# One interdiffusion coefficient in the volume, number and mass frames: a one-mode Au–Ni slab

A binary couple has one interdiffusion coefficient $\tilde D$. It is the same number in the volume-, number- and mass-fixed frames, as long as each flux is paired with its own gradient. The fluxes themselves are not the same. This page proves the statement and then works it through on a single cosine mode in a closed Au–Ni slab, where everything is in closed form.

## Conventions

- A = Au, B = Ni. One dimension $x$, constant cross-section, uniform temperature and pressure. The volume held by vacancies is ignored.
- $N_i$ mole fraction, $C_i = N_i/V_m$ molar concentration, $C = C_A + C_B = 1/V_m$.
- $V_m(N_B)$ is the molar volume, a function of local composition only. The partial molar volumes come from its tangent: $V_A = V_m - N_B V_m'$ and $V_B = V_m + N_A V_m'$, with the prime meaning $d/dN_B$. Then $V_m = N_A V_A + N_B V_B$. We assume $V_A, V_B > 0$.
- $\phi_i = C_i V_i$ volume fraction, $M = N_A M_A + N_B M_B$, $w_i = N_i M_i/M$ mass fraction, $\rho = M/V_m$.
- $v_i$ is the mean velocity of species $i$ relative to any fixed reference. $J$ is a molar flux and $j = M_i J$ a mass flux. Superscripts V, N, M name the frame.

A frame is defined by weights $\omega_A + \omega_B = 1$ and moves at $v^\omega = \omega_A v_A + \omega_B v_B$. The weights are $\phi_i$, $N_i$ or $w_i$, which gives the closure conditions $V_A J_A^V + V_B J_B^V = 0$, $J_A^N + J_B^N = 0$ and $j_A^M + j_B^M = 0$.

## The general statement

The flux of B in a frame with weights $\omega_i$ is

$$J_B^\omega = C_B\,(v_B - v^\omega) = C_B\,\omega_A\,(v_B - v_A).$$

The relative velocity $v_B - v_A$ does not depend on the frame, so the three fluxes stand in the ratio $\phi_A : N_A : w_A$. Since $\phi_A = N_A V_A/V_m$ and $w_A = N_A M_A/M$,

$$J_B^N = \frac{V_m}{V_A}\,J_B^V, \qquad J_B^M = \frac{M_A}{M}\,J_B^N .$$

The gradients convert in a matching way. Differentiating $C_B = N_B/V_m$ and $w_B = N_B M_B/M$ gives

$$dC_B = \frac{V_m - N_B V_m'}{V_m^2}\,dN_B = \frac{V_A}{V_m^2}\,dN_B, \qquad dw_B = \frac{M_A M_B}{M^2}\,dN_B .$$

The partial volume in $dC_B$ is that of the other component, A. Now define $\tilde D$ in the volume frame by $J_B^V = -\tilde D\,\partial_x C_B$. Then

$$J_B^N = -\frac{V_m}{V_A}\,\tilde D\,\frac{V_A}{V_m^2}\,\partial_x N_B = -\frac{\tilde D}{V_m}\,\partial_x N_B,$$

$$j_B^M = \frac{M_A M_B}{M}\,J_B^N = -\tilde D\,\frac{M_A M_B}{M V_m}\,\partial_x N_B = -\rho\,\tilde D\,\partial_x w_B .$$

Dividing the number-frame law by $C_B N_A$ shows what the three laws have in common:

$$v_B - v_A = -\tilde D\,\partial_x \ln\frac{N_B}{N_A}.$$

Here $C_B/C_A = N_B/N_A$ and $w_B/w_A = (M_B/M_A)\,N_B/N_A$, so the logarithmic gradient is the same in all three composition variables. Nothing above needs a constant $\tilde D$ or constant partial volumes.

## The model

Take a slab $0 \le x \le L$ with impermeable ends, constant $V_A$, $V_B$ and constant $\tilde D$. Write $\phi = \phi_B = C_B V_B$.

**The wall is the volume frame.** Continuity in the frame of the wall at $x = 0$ reads $\partial_t C_i = -\partial_x J_i$. Multiply by $V_i$ and add. Because $V_A C_A + V_B C_B = 1$, this gives $\partial_x (V_A J_A + V_B J_B) = 0$. The sum vanishes at the wall and hence everywhere, so $v^V = 0$ and $L$ is fixed.

**One mode is an exact solution.** With $J_B^V = -\tilde D\,\partial_x C_B$, continuity becomes $\partial_t \phi = \tilde D\,\partial_x^2 \phi$, solved by

$$\phi = \phi_0 - a\cos(kx)\,e^{-t/\tau}, \qquad k = \frac{\pi}{L}, \qquad \tau = \frac{1}{\tilde D k^2}.$$

Call the gradient $g = \partial_x\phi = a k \sin(kx)\,e^{-t/\tau}$. Then $J_B^V = -\tilde D g/V_B$ and $J_A^V = +\tilde D g/V_A$.

**Frame velocities from conservation alone.** The total concentration and the density are linear in $\phi$:

$$C = \frac{1-\phi}{V_A} + \frac{\phi}{V_B}, \qquad \rho = (1-\phi)\rho_A + \phi\rho_B, \qquad \rho_i = \frac{M_i}{V_i}.$$

They obey $\partial_t C + \partial_x (C v^N) = 0$ and $\partial_t \rho + \partial_x(\rho v^M) = 0$. Since $\int_0^x \partial_t\phi\,dx' = (a/k\tau)\sin(kx)\,e^{-t/\tau} = \tilde D g$,

$$v^N = -\frac{1/V_B - 1/V_A}{C}\,\tilde D g, \qquad v^M = +\frac{\rho_A - \rho_B}{\rho}\,\tilde D g .$$

A plane that moves at $v^N$ keeps a fixed number of atoms to its left. A plane that moves at $v^M$ keeps a fixed mass to its left.

**Fluxes in the moving frames.**

$$J_B^N = J_B^V - C_B v^N = -\tilde D g\left[\frac{N_A}{V_B} + \frac{N_B}{V_A}\right] = -\tilde D g\,\frac{V_m}{V_A V_B},$$

$$j_B^M = M_B J_B^V - \rho w_B v^M = -\tilde D g\,\left[w_A \rho_B + w_B \rho_A\right] = -\tilde D g\,\frac{\rho_A \rho_B}{\rho}.$$

The last step uses $w_A = (1-\phi)\rho_A/\rho$ and $w_B = \phi\rho_B/\rho$.

**Gradients from the profile.** These are computed without reference to any flux. From $N_B = \phi V_A/[\phi V_A + (1-\phi)V_B]$, with $V_m = V_A V_B/[\phi V_A + (1-\phi)V_B]$, and from $w_B = \phi\rho_B/\rho$,

$$\partial_x N_B = \frac{V_m^2}{V_A V_B}\,g, \qquad \partial_x w_B = \frac{\rho_A\rho_B}{\rho^2}\,g .$$

Dividing flux by gradient, $-J_B^N V_m/\partial_x N_B = \tilde D$ and $-j_B^M/(\rho\,\partial_x w_B) = \tilde D$ at every $x$ and $t$. Also $J_B^N/J_B^V = V_m/V_A$, and $J_B^M/J_B^V = \rho_A/\rho$, which is $M_A V_m/(M V_A)$. The model reproduces the general statement exactly.

## Numbers for Au–Ni

All entries of this table are assumed inputs. The volumes and masses are typical handbook values, the volumes being those of the pure metals at room temperature.

| input | value |
|---|---|
| $V_A$ (Au), $V_B$ (Ni) | 10.21, 6.59 cm³/mol |
| $M_A$, $M_B$ | 196.97, 58.69 g/mol |
| $\tilde D$ | $1\times10^{-14}$ m²/s |
| $L$, $\phi_0$, $a$ | 100 µm, 0.4, 0.1 |

The anneal is imagined at 900 °C (1173 K). By typical phase-diagram values this lies above the top of the miscibility gap (about 810 °C) and below the melting minimum (about 950 °C), so the slab is a single fcc phase. $\tilde D$ was chosen to be of the order typical for mid-range alloys at this temperature.

The contrasts are $V_A/V_B = 1.55$ and $M_A/M_B = 3.36$, with $\rho_A = 19.29$ and $\rho_B = 8.91$ g/cm³. At $t = 0$ the composition runs from $N_B = 0.399$ at $x = 0$ to $0.608$ at $x = L$, and the model's decay time is $\tau = 28.1$ h.

**Midplane, $t = 0$.** Here $\phi = 0.4$, $N_B = 0.508$, $w_B = 0.235$, $V_m = 8.37$ cm³/mol, $M = 126.7$ g/mol, $\rho = 15.14$ g/cm³, $C_B = 6.07\times10^{4}$ mol/m³, and $\tilde D g = 3.14\times10^{-11}$ m/s. The velocities relative to the wall, in $10^{-11}$ m/s, are

| $v_B = -\tilde D g/\phi$ | $v_A = \tilde D g/(1-\phi)$ | $v^V$ | $v^N$ | $v^M$ |
|---|---|---|---|---|
| −7.85 | +5.24 | 0 | −1.41 | +2.16 |

The number frame follows the small, numerous Ni atoms to the left. The mass frame follows the heavy Au atoms to the right. The invariant is $v_B - v_A = -13.09\times10^{-11}$ m/s.

| frame | weight $\omega_A$ | flux of Ni | gradient | prefactor |
|---|---|---|---|---|
| volume | 0.600 | $-4.77\times10^{-6}$ mol m⁻² s⁻¹ | $\partial_x C_B = 4.77\times10^{8}$ mol m⁻⁴ | 1 |
| number | 0.492 | $-3.91\times10^{-6}$ mol m⁻² s⁻¹ | $\partial_x N_B = 3.27\times10^{3}$ m⁻¹ | $1/V_m$ |
| mass | 0.765 | $-3.57\times10^{-7}$ kg m⁻² s⁻¹ | $\partial_x w_B = 2.36\times10^{3}$ m⁻¹ | $\rho$ |

In each row, minus the flux divided by gradient times prefactor returns $1.00\times10^{-14}$ m²/s. For Au, $J_A^V = +3.08\times10^{-6}$ mol m⁻² s⁻¹. Exchanging the labels in the general relation gives $J_A^N = (V_m/V_B)J_A^V$ with $V_m/V_B = 1.270$, so $J_A^N = +3.91\times10^{-6}$ mol m⁻² s⁻¹, equal and opposite to $J_B^N$ as the number frame requires.

**Along the slab, $t = 0$.** Molar fluxes of Ni are in $10^{-6}$ mol m⁻² s⁻¹, with $J_B^M = j_B^M/M_B$.

| $x/L$ | $N_B$ | $w_B$ | $J_B^V$ | $J_B^N$ | $J_B^M$ | $V_m/V_A$ | $\rho_A/\rho$ |
|---|---|---|---|---|---|---|---|
| 1/4 | 0.432 | 0.185 | −3.37 | −2.85 | −4.10 | 0.847 | 1.215 |
| 1/2 | 0.508 | 0.235 | −4.77 | −3.91 | −6.08 | 0.820 | 1.274 |
| 3/4 | 0.579 | 0.291 | −3.37 | −2.68 | −4.52 | 0.795 | 1.339 |

Only the volume-frame flux is symmetric about the midplane. The other two carry composition-dependent factors, and the gradients $\partial_x N_B/V_m$ and $\rho\,\partial_x w_B$ carry the same factors.

**How far the frames drift.** The number of moles to the left of $x$, per unit area, is $C_0 x - (1/V_B - 1/V_A)(a/k)\sin(kx)\,e^{-t/\tau}$, with $C_0$ the value of $C$ at $\phi_0$. Holding it fixed for the plane that starts at $L/2$ gives a total shift

$$\Delta x^N = -\frac{aL}{\pi}\,\frac{1/V_B - 1/V_A}{C_0} = -1.43\ \mu\text{m}, \qquad \Delta x^M = +\frac{aL}{\pi}\,\frac{\rho_A - \rho_B}{\rho_0} = +2.18\ \mu\text{m},$$

the second by the same argument for mass, with $\rho_0$ the density at $\phi_0$. These shifts compare the initial state with the final uniform one, so $\tilde D$ does not enter them.

## What mismatched pairs give

At the midplane of the model:

- $J_B^N$ divided by $\partial_x C_B$ gives $(V_m/V_A)\tilde D = 0.820\,\tilde D$.
- $J_B^M$ divided by $\partial_x C_B$ gives $(\rho_A/\rho)\tilde D = 1.274\,\tilde D$. These two differ by $M_A/M = 1.55$.
- $J_B^V$ divided by $\partial_x N_B/V_m$, which amounts to writing $dC_B = dN_B/V_m$, gives $(V_A/V_m)\tilde D = 1.220\,\tilde D$.

A common $\tilde D$ in the first law also does not mean a common second law in the wall coordinate. Combining continuity of B with continuity of $C$ gives

$$C\,(\partial_t N_B + v^N \partial_x N_B) = \partial_x (C\tilde D\,\partial_x N_B),$$

which is not $\partial_t N_B = \tilde D\,\partial_x^2 N_B$. The model shows the difference. At the midplane $\phi$ stays at $\phi_0$, so $\partial_t N_B = 0$, whereas $\tilde D\,\partial_x^2 N_B = -0.0094/\tau$ at $t = 0$. For scale, the true initial rate at $x = 0$ is $+0.114/\tau$.

## What the model leaves out, with sizes

**Composition dependence of $\tilde D$.** As typical knowledge, $\tilde D$ in Au–Ni near 900 °C falls by roughly two orders of magnitude from the Au-rich to the Ni-rich side. If that fall is taken as log-linear in $N_B$, it is a factor of about 2.6 across the model's swing of 0.209. This is larger than any frame factor above. A real slab would therefore lose its pure cosine shape, with the Au-rich end flattening first, and $\tau$ and the absolute fluxes here belong to the model. The flux ratios at a given composition and the two total shifts are untouched, since $\tilde D$ cancels from them.

**Thermal expansion.** The compiled linear coefficients at 293 K are $14.2\times10^{-6}$ K⁻¹ for Au and $13.4\times10^{-6}$ K⁻¹ for Ni (Kaye and Laby Online). Held constant over 880 K, which is only an estimate, they raise the volumes by 3.7 % and 3.5 %. The molar fluxes at fixed $\tilde D g$ drop accordingly, while $V_A/V_B$ changes by only 0.2 %.

**Excess volume.** Let $V_m = N_A V_A^0 + N_B V_B^0 + \Omega N_A N_B$, so that $V_A = V_A^0 + \Omega N_B^2$ and $V_B = V_B^0 + \Omega N_A^2$. With an assumed, illustrative $\Omega = 0.4$ cm³/mol, $V_m/V_A$ at $N_B = 0.508$ becomes 0.821 instead of 0.820. The three laws still hold, but the volume frame is no longer the wall. The tangent construction implies $\sum_i C_i\,dV_i = 0$, hence $\sum_i V_i\,\partial_t C_i = 0$ and $\partial_x v^V = \sum_i J_i^V\,\partial_x V_i$. Inserting $dV_B = N_A V_m''\,dN_B$, $dV_A = -N_B V_m''\,dN_B$ and the closure condition,

$$\partial_x v^V = J_B^N V_m''\,\partial_x N_B = -\frac{\tilde D V_m''}{V_m}\,(\partial_x N_B)^2 .$$

With $V_m'' = -2\Omega$, and to first order in $\Omega$, integration over the initial profile makes the far end move outward at $5.1\times10^{-13}$ m/s, about 4 % of the midplane $|v^N|$.

**Coherency stress.** The model assumes a stress-free $V_m$, with all local volume change taken up along $x$. If instead a modulation along [100] stays laterally clamped, a free isotropic strain $\epsilon_0$ with zero normal stress obeys $C_{11}(\epsilon_x - \epsilon_0) - 2C_{12}\epsilon_0 = 0$. The volume strain is then $\epsilon_x = \epsilon_0(C_{11} + 2C_{12})/C_{11}$ in place of $3\epsilon_0$, and $V_m'$ is scaled by $s = (C_{11} + 2C_{12})/3C_{11}$. The compiled room-temperature constants (Blaschke) are $C_{11}, C_{12} = 192.44, 162.98$ GPa for Au and $248.1, 154.9$ GPa for Ni, giving $s = 0.898$ and $0.750$. With $V_A = V_m - s N_B V_m'$ at the mean composition, $V_m/V_A$ rises from 0.820 to 0.835 or 0.859. This case concerns thin coherent multilayers. The elastic energy then changes the value of $\tilde D$ as well, but the three laws still share it, because the proof only needs the local volume per mole to be a function of $N_B$.

**The lattice frame.** The frame of inert (Kirkendall) markers is not a weighted average of $v_A$ and $v_B$ with weights fixed by composition, so it needs two intrinsic coefficients, $J_i^K = -D_i\,\partial_x C_i$. Subtracting the volume velocity gives $J_B^V = \phi_A J_B^K - C_B V_A J_A^K$, and $V_A\,dC_A = -V_B\,dC_B$ turns this into $\tilde D = \phi_A D_B + \phi_B D_A$, Darken's relation written with partial molar volumes.